Relativity acts on a 3d electron in two ways. It binds the electron more tightly through its own motion, and it loosens it by pulling the s and p½ shells inward, where they screen the nucleus better. The balance of the two along the rows from Sc to Lu is used here to forecast Ta, Os, Au and Pb.

3d orbital energies of spherical neutral atoms, computed with B-spline radial code 1 at the basis-set limit. The non-relativistic Hartree-Fock runs use the average of configuration and a point nucleus; the Dirac-Coulomb Hartree-Fock runs, for the same configuration, use an average over nl shells and a Fermi nucleus.

```csv
species,Z,configuration,"ε(3d), non-rel. (eV)","ε(3d3/2), Dirac (eV)","ε(3d5/2), Dirac (eV)","ε(3d), Dirac, (2j+1) mean (eV)",ε(Dirac)/ε(non-rel.) − 1 (%)
Sc,21,[Ar] 3d1 4s2,-9.35290,-9.14488,-9.12387,-9.13227,-2.36
Cr,24,[Ar] 3d5 4s1,-8.77554,-8.65415,-8.57193,-8.60482,-1.95
Co,27,[Ar] 3d7 4s2,-17.7705,-17.4742,-17.2596,-17.3454,-2.39
Cu,29,[Ar] 3d10 4s1,-13.3671,-13.2760,-12.9064,-13.0542,-2.34
Ge,32,[Ar] 3d10 4s2 4p2,-44.6445,-44.0485,-43.3908,-43.6539,-2.22
Br,35,[Ar] 3d10 4s2 4p5,-87.6254,-86.5241,-85.3614,-85.8265,-2.05
Rb,37,[Kr] 5s1,-128.772,-127.237,-125.603,-126.257,-1.95
Nb,41,[Kr] 4d4 5s1,-227.270,-225.663,-222.674,-223.869,-1.50
Ru,44,[Kr] 4d7 5s1,-309.042,-307.368,-302.915,-304.696,-1.41
Pd,46,[Kr] 4d10,-363.638,-362.453,-356.755,-359.034,-1.27
In,49,[Kr] 4d10 5s2 5p1,-478.636,-476.581,-468.609,-471.798,-1.43
Te,52,[Kr] 4d10 5s2 5p4,-612.692,-610.274,-599.391,-603.744,-1.46
Cs,55,[Xe] 6s1,-768.075,-765.346,-750.806,-756.622,-1.49
La,57,[Xe] 5d1 6s2,-885.829,-883.278,-865.827,-872.807,-1.47
Nd,60,[Xe] 4f4 6s2,-1028.71,-1029.90,-1007.19,-1016.28,-1.21
Eu,63,[Xe] 4f7 6s2,-1188.18,-1192.80,-1163.75,-1175.37,-1.08
Tb,65,[Xe] 4f9 6s2,-1299.20,-1306.60,-1272.63,-1286.22,-1.00
Er,68,[Xe] 4f12 6s2,-1473.16,-1485.61,-1443.12,-1460.12,-0.885
Lu,71,[Xe] 4f14 5d1 6s2,-1666.33,-1684.11,-1631.61,-1652.61,-0.823
Ta,73,[Xe] 4f14 5d3 6s2,?,?,?,?,?
Os,76,[Xe] 4f14 5d6 6s2,?,?,?,?,?
Au,79,[Xe] 4f14 5d10 6s1,?,?,?,?,?
Pb,82,[Xe] 4f14 5d10 6s2 6p2,?,?,?,?,?
```

Each $\varepsilon$ is a Hartree-Fock orbital energy. The Dirac equation splits 3d into $j=3/2$ and $j=5/2$, whose mean carries the weights 0.4 and 0.6. Call $\Delta$ the mean minus the non-relativistic value, and $S=\varepsilon(3d_{5/2})-\varepsilon(3d_{3/2})$ the splitting. The last column is $100\,\Delta/\varepsilon(\text{non-rel.})$, negative from Sc to Lu because $\Delta$ is positive: on average the loosening wins.

### Sc to Cu

Here 3d is a valence shell, and configuration is mixed with $Z$. In the pairs Sc–Cr and Co–Cu the 4s² atom has the larger shift although it is the lighter one: 0.22 eV in Sc against 0.17 in Cr, 0.43 in Co against 0.31 in Cu. A second contracting 4s electron, which screens 3d further, would act in this direction. So would the direct term, which the larger splitting suggests is stronger in the heavier atom of each pair, and the table does not separate the two. Cr and Co are configuration averages and not ground terms, as are many of the later open-shell rows. In Sc, 3d¹ 4s² has only the term ²D, so the average is the ground term with its fine structure averaged. All four rows stay out of the fits, because 3d is not yet a core shell.

### Ge to Rb

From Ge on 3d is a core shell and a screened hydrogenic model applies. First-order Dirac theory lowers a level by $\mathrm{Ry}\,\alpha^2 Z_\text{eff}^4 n^{-4}\,[n/(j+\tfrac12)-\tfrac34]$. For $n=3$ the bracket is 0.75 for $j=3/2$ and 0.25 for $j=5/2$, so their difference is 0.5 and their weighted mean 0.45. Hence

$$S=\frac{\mathrm{Ry}\,\alpha^2 (Z-\sigma)^4}{162},\qquad \Delta_\text{direct}=-0.9\,S .$$

Solving for the screening constant $\sigma$ row by row gives 12.40 to 12.56 over Ge–Lu, while $S$ grows eightyfold. With the mean $\sigma$ the formula reproduces $S$ to 1.0 % of the computed value in those rows. It errs by +13 % in Sc, where the shell is open and diffuse.

The remainder $\Delta+0.9S$ is read as the indirect, screening part. Shells change their radii by a fraction of order $(Z\alpha)^2$, and the potential they exert at the 3d radius scales roughly as $Z$ hartree, which suggests

$$\Delta = g\,Z^3\alpha^2E_h-0.9\,S ,$$

with $g$ a pure number. This division is argued and not computed. In Eu the 3d $\langle 1/r\rangle$ of the Dirac run implies a charge of 48.0 where $S$ implies 50.5, so the factor 0.9 is probably too high and the two parts are known only in order of magnitude.

### Nb to La

The shift does not follow $Z$ alone. It grows by about 0.24 eV per proton from Nb to Pd, while 4d fills and the 5s electron is lost, and by 0.76 eV per proton from Pd to Cs, while 5s, 5p and 6s fill. The percentage therefore shrinks to −1.27 at Pd and then grows again up to Cs. An outer electron raises a core level by roughly its $\langle 1/r\rangle$, so a shell that contracts under relativity adds to $\Delta$, and a d or f shell that expands subtracts from it. That outer d and f shells expand is standard physics; one sign of it in these runs is Pd, which has no 5s electron and is the one row from Sc to Lu whose summed $\langle r^2\rangle$ rises with relativity.

To count this, $g$ is given one slope per added s or p electron, one per d and one per f, each including the added proton. Least squares on the 14 steps between successive rows from Ge to Lu gives 0.0038, 0.0019 and 0.0006. The order is the physical content, since the values depend on the $Z^3$ scale chosen.

Single eigenvalues also carry a convention. Closed shells of the same $l$ can be rotated among themselves without changing the total energy, and the program's choice changes where 4d closes over 3d, at Pd, and where 5d closes, at Au. Part of the step in $\varepsilon(3d)$ at those rows may therefore be convention, and how far it cancels in $\Delta$ was not tested.

### Nd to Lu

The shift dips at Nd, where 4f electrons enter and the 5d electron of La is gone, and then creeps from 12.4 to 13.0 eV at Er while the binding energy climbs by hundreds of eV. This is why the percentage falls along the lanthanides. Over the whole range from Ge to Lu $(Z\alpha)^2$ grows by a factor 4.92 while the percentage drops to 0.37 of its value. In the model such scaling fails because $\Delta$ is a difference of two growing terms, and in the heavy rows a small one.

The mean also hides a change of sign. By construction $\varepsilon(3d_{3/2})$ lies $0.6S$ below the mean, so it drops under the non-relativistic level once $0.6S$ exceeds $\Delta$. That happens between La (10.47 against 13.02 eV) and Nd (13.63 against 12.43 eV). A 3s or 3p½ shell has a bracket three times that of 3d3/2, so its direct term is expected to win already in much lighter atoms, and in a one-electron ion only the direct term is left, so both 3d levels are more bound.

### Forecasts for Ta, Os, Au and Pb

The forecasts start from Lu. Pb, which is not in the fit, adds nine d and two p electrons, and $Z^3\alpha^2E_h=799$ eV at $Z=82$:

$$S=52.50\left(\frac{82-12.47}{71-12.47}\right)^4=104.55\ \text{eV},$$
$$g=0.1176+9(0.0019)+2(0.0038)=0.1423,$$
$$\Delta=0.1423\times799-0.9\times104.55\approx 20\ \text{eV}.$$

The bar is the worst misfit of $g$ per electron in the fit, 0.0006, times the electrons changed and the scale, plus the effect of the drift of $\sigma$ over La–Lu; for Pb this is about 6 eV. The non-relativistic level comes from the same step counting applied to $3\sqrt{|\varepsilon|/\mathrm{Ry}}$, estimated by hand with rounded slopes. In the order Ta, Os, Au, Pb:

- $S$ near 60, 73, 88 and 104.5 eV, within 1 eV.
- $\Delta$ positive, at 13.5–15.5, 13–18, 10–20 and 14–26 eV.
- Percentage between −0.4 and −1.1, with the lanthanide decline weakening, the smallest magnitude at Au and a rise at Pb, as from Pd to In.
- 3d3/2 ever more bound than non-relativistic, by about 40 eV at Pb, and 3d5/2 still less bound.
- Non-relativistic level near −1810, −2040, −2270 and −2550 eV, within 1–4 %.

The withheld rows as computed:

```csv
species,Z,configuration,"ε(3d), non-rel. (eV)","ε(3d3/2), Dirac (eV)","ε(3d5/2), Dirac (eV)","ε(3d), Dirac, (2j+1) mean (eV)",ε(Dirac)/ε(non-rel.) − 1 (%)
Ta,73,[Xe] 4f14 5d3 6s2,-1816.17,-1836.77,-1776.75,-1800.76,-0.849
Os,76,[Xe] 4f14 5d6 6s2,-2054.97,-2080.92,-2008.10,-2037.23,-0.863
Au,79,[Xe] 4f14 5d10 6s1,-2305.32,-2339.02,-2251.43,-2286.47,-0.818
Pb,82,[Xe] 4f14 5d10 6s2 6p2,-2594.56,-2634.35,-2529.85,-2571.65,-0.883
```

### Hits and misses

The splitting is the clean hit. The formula with the $\sigma$ of Lu misses by at most 0.05 eV, because $\sigma$ stays at 12.47–12.48. The non-relativistic forecasts were all slightly too shallow, by 0.3 % of the computed value at Ta and 1.7 % at Pb. Both statements on the $j$ levels hold, with 3d3/2 lying 39.8 eV below the non-relativistic level in Pb.

The shifts, 15.41, 17.74, 18.85 and 22.91 eV, fall inside the stated ranges, but all lie above the centre. Ta and Os sit at the upper edge. The ranges held because they were wide, and the model is biased low.

Against the unrounded model Os is missed by 2.35 eV with a bar of 2.28 eV, just outside. The largest absolute miss is Au, at 3.95 eV. Replacing 0.9 by 0.7 and refitting removes only part of the bias, about a third of it at Pb.

The numbers point to the d slope. From Lu to Ta $g$ rises from 0.1176 to 0.1232, or 0.0028 per 5d electron, against 0.0019 from a fit dominated by 4d. The warning was visible, since the model undershot every step from Eu on, most strongly the step into Lu, where a 5d electron enters. The steps into Eu, Tb and Er add only f electrons, however, so the d slope is not the whole fault. Whether the $Z^3$ scale is too slow at high $Z$ or 5d also acts differently from 4d is untested.

The shape of the percentage was half right. Au has the smallest magnitude, −0.818, though only just below Lu at −0.823, and Pb rises to −0.883 as s and p electrons return. The decline did not merely weaken after Lu but reversed through Ta and Os, which was not foreseen. Continuing the straight Nd–Lu line is worse than the model in all four rows, $(Z\alpha)^2$ scaling from Lu is closer at Ta and Os and worse at Au and Pb, and simply keeping the Lu value would have beaten the model in all four.

These shifts are Dirac-Coulomb eigenvalue differences, without correlation or relaxation around the hole, and so are not shifts of measured binding energies. The two levels also differ in the nucleus, point against finite, which matters for the s and p½ shells of heavy atoms. Through their screening $\Delta$ may thus contain a nuclear-size part, which was not separated from relativity. The Breit interaction is also left out. In Eu it would raise the mean 3d level by 2.8 eV, against a shift of 12.8 eV, a correction as large as the misses above. In Lu it would also narrow the splitting by about 1.1 eV, far more than the 0.05 eV by which the formula misses, so that accuracy holds only within the Dirac-Coulomb model.
